**Q.** I have a layered nitride, TaCuN₂, and a list of its band energies at special k-points. The separation between filled and empty levels jumps from 1.68 to 3.23 eV with no order that I can see. How should I read it?

**A.** Look first at how the crystal is built, then at the table. Sheets of Ta and N are stacked on top of each other and joined by straight N–Cu–N bridges. A k-point tells how the phase of an electron wave changes from cell to cell, both within a sheet and from one sheet to the next.

Kohn-Sham bands of TaCuN₂ (R-3m, unrelaxed cell) from Ansatz 0.2.0, with plane waves, PAW datasets and r2SCAN with spin-orbit coupling. The cutoff is 500 eV, the k-mesh 7×7×7 and the Fermi-Dirac smearing 0.1 eV wide. Energies are read at the path point nearest each listed k-point; v1 is the highest band filled at some mesh point.

| k-point | coordinates (reciprocal vectors of the computed cell, not always the standard one) | band v2 (eV from the Fermi level) | band v1 (eV from the Fermi level) | band c1 (eV from the Fermi level) | band c2 (eV from the Fermi level) | c1 less v1 (eV) |
| --- | --- | --- | --- | --- | --- | --- |
| Gamma | 0 0 0 | -1.01 | -1.01 | 1.01 | 1.01 | 2.02 |
| T | 0 0 0.5 | -0.54 | -0.54 | 1.25 | 1.25 | 1.79 |
| H_2 | 0.634 -0.317 0.5 | -1.20 | -1.20 | 0.81 | 0.81 | 2.01 |
| H_0 | 0.683 -0.366 0.183 | -1.20 | -1.20 | 0.81 | 0.81 | 2.01 |
| L | 0.5 0 0 | -0.90 | -0.90 | 0.78 | 0.78 | 1.68 |
| S_0 | 0.683 -0.341 0 | -1.20 | -1.20 | 0.76 | 0.76 | 1.96 |
| S_2 | 0.659 -0.341 0.341 | -1.20 | -1.20 | 0.76 | 0.76 | 1.96 |
| F | 0.5 -0.5 0.5 | -1.39 | -1.39 | 1.84 | 1.84 | 3.23 |

Band v1 is the filled edge at each point and band c1 the empty edge. Sort the points by the part of the wave vector that lies along the sheets, and they fall into pairs. Gamma and T have no phase change within the sheet. F and L share another in-plane position, the middle of an edge of the hexagonal zone, apart from a rotation that the crystal allows. S and H both lie near a corner of that hexagon, called K. Within each pair, what mainly changes is the phase from sheet to sheet.

**Q.** Before the pairs: why does every level appear twice, v1 with v2 and c1 with c2?

**A.** That is symmetry. Inversion turns a wave with wave vector k into one with −k and leaves its spin alone. Time reversal brings −k back to k and flips the spin. The crystal has inversion and the computed state is nonmagnetic (a magnetic moment given at the start died away), so each level holds two states with opposite average spin, even with spin-orbit coupling. The repeated rows, H_0 with H_2 and S_0 with S_2, are also symmetry copies, which leaves six independent points.

**Q.** So what does the stacking phase do to the filled edge?

**A.** It raises it by 0.47 eV from Gamma to T and by 0.49 eV from F to L. From S to H the filled edge doesn't move at all within the two decimals of the table. The sheets are therefore well coupled electronically, but the coupling shows only at some in-plane positions.

**Q.** Can the step from Gamma to T be understood with a simple model?

**A.** It can at least be described by one. Give each sheet one state and let it couple to the sheets above and below. The two neighbours contribute phase factors that add up to a cosine, so the energy is E = E₀ − A cos(2πκ), where κ is the fraction of a full turn from one sheet to the next. Gamma has κ = 0 and T has κ = ½. The two table values, −1.01 and −0.54 eV, fix the constants: E₀ is their mean, −0.775 eV, and A is half their difference, 0.235 eV.

Now take a point that was not used to fix them. On the mesh of k-points used in the calculation, the highest filled level lies on this same line at κ = 3/7, where the cosine has gone most of the way to its value at T. Put into the formula, this κ gives −0.563 eV, and the calculation gives −0.561 eV. A parabola centred on T and drawn through Gamma would give −0.550 eV. The cosine is the better shape, though this one point tests it only close to T.

**Q.** Then the same model should explain F and L.

**A.** It fails there, and the failure is instructive. Successive sheets are shifted sideways, so each site has three nearest counterparts in the next sheet. If the state on each site were round and coupled only to these nearest counterparts, one would simply add three phase factors. With the strength taken from Gamma and T, that sum puts L about 0.16 eV below F. The calculation puts L 0.49 eV above F, so this sum leaves something out. Couplings to more distant sites in the next sheet could contribute. The sum also makes no distinction between Cu and Ta, whose layers alternate through the crystal, and that is a natural place to look.

**Q.** What changes when Cu and Ta are treated separately?

**A.** Their orbitals can mix, but only where symmetry allows it. Stand on a Cu atom and invert the crystal through it: the Ta atom in the sheet above changes places with one in the sheet below. At Gamma and F the wave has the same sign on these two Ta atoms, and at T and L it has opposite signs. A d orbital is unchanged by inversion through its own nucleus. Seen from Cu, the Ta d states are therefore even at Gamma and F but odd at T and L, while the Cu d states are even at all four.

Even and odd states can't mix. Cu d and Ta d can thus influence each other, directly or through N, at Gamma and F, and are strictly separated at T and L. This rule follows from symmetry alone and holds with spin-orbit coupling too.

**Q.** And how does mixing move the edges?

**A.** Two levels that mix push each other apart. The chemistry suggests a filled edge made of Cu 3d and N 2p, with empty states above it that are mainly Ta 5d. The orbital populations of the whole crystal fit this, with the Cu 3d shell nearly full, but they don't identify the orbitals at each k-point. If the filled edge contains Cu 3d at all four points, the empty Ta 5d states push it down at Gamma and F and leave it alone at T and L. The table fits this: in both pairs, the filled edge is lower where mixing is allowed.

The cosine found earlier fits too. Between Gamma and T the mixing fades gradually, and a weak push of this kind follows the same curve. Mixing with Ta need not be the whole cause, though. N atoms on opposite sides of a Ta layer also couple directly, and that coupling changes with the stacking phase as well.

**Q.** Does this also account for F, with its huge separation?

**A.** It gives the right direction. F is 1.55 eV wider than L. The lower filled edge supplies 0.49 eV of this, and the higher empty edge supplies the other 1.06 eV. Mutual repulsion at F would do both, pushing the filled level down and the empty level up. In the simplest case, however, two levels move apart by equal amounts, so the larger rise of the empty edge hints at further couplings. These energies don't settle how much comes from each.

**Q.** Why does the filled edge hardly notice the stacking phase near K?

**A.** Because of the sideways shift of the sheets and the threefold symmetry. Turn the wave vector at K by 120° and you reach an equivalent corner of the hexagon. To return to the original corner you add a reciprocal lattice vector, and in this stacking that also changes the phase between sheets by a third of a turn. The energy at K must therefore be the same for three sheet-to-sheet phases spaced by 120°.

A simple cosine can't satisfy that unless its strength is zero. Only a variation that repeats at least three times in each full turn can survive. It needs a link across three sheets or more, in one step or several, so it should be weak. S and H lie close to K rather than exactly on it, so a small remainder is allowed. The empty edge indeed differs by only 0.05 eV between them.

**Q.** Which number do I take as the band gap? The smallest entry under "c1 less v1" is 1.68 eV, at L.

**A.** That is a vertical separation, with both levels at the same k-point. It is the kind of step that matters for direct absorption of light, because a photon hardly changes the wave vector. The gap itself runs from the highest filled level anywhere to the lowest empty level anywhere, and here these lie at different k-points.

The highest filled level found is at T, at −0.54 eV, where the stacking phase has lifted the edge. The lowest empty level found is at 0.69 eV, on the band path between H_0 and L; the points of the k-mesh get no lower than 0.74 eV. The gap is thus indirect and about 1.23 eV, which is 0.45 eV less than the vertical separation at L. A list of corners alone can miss a band edge, so it should be read together with the levels along the path and on the mesh. A finer search could still lower the gap a little.

**Q.** Could I compare 1.23 eV with a measured gap?

**A.** Only with caution. The atoms were held at positions that this calculation doesn't regard as balanced: each N atom feels a force of about 6.4 eV/Å towards its Cu neighbour. Letting the structure relax could move the edges and change the gap. Kohn-Sham gaps from functionals of this kind also tend to be smaller than measured ones. The parity rule and the pairing of levels would survive relaxation as long as the crystal keeps its symmetry and stays nonmagnetic.

**Q.** Is there a point where your explanation doesn't work?

**A.** Yes, the empty edge between Gamma and T. Mixing is allowed at Gamma, so repulsion from below should make the empty edge higher there than at T. Instead it is 0.24 eV lower. Perhaps the lowest empty state on this line has a different orbital make-up from the one at F, so that another coupling outweighs the repulsion. Which orbitals form the empty edge at Gamma, T and F is the question that remains, and resolving those three states into their Cu, Ta and N parts would answer it.
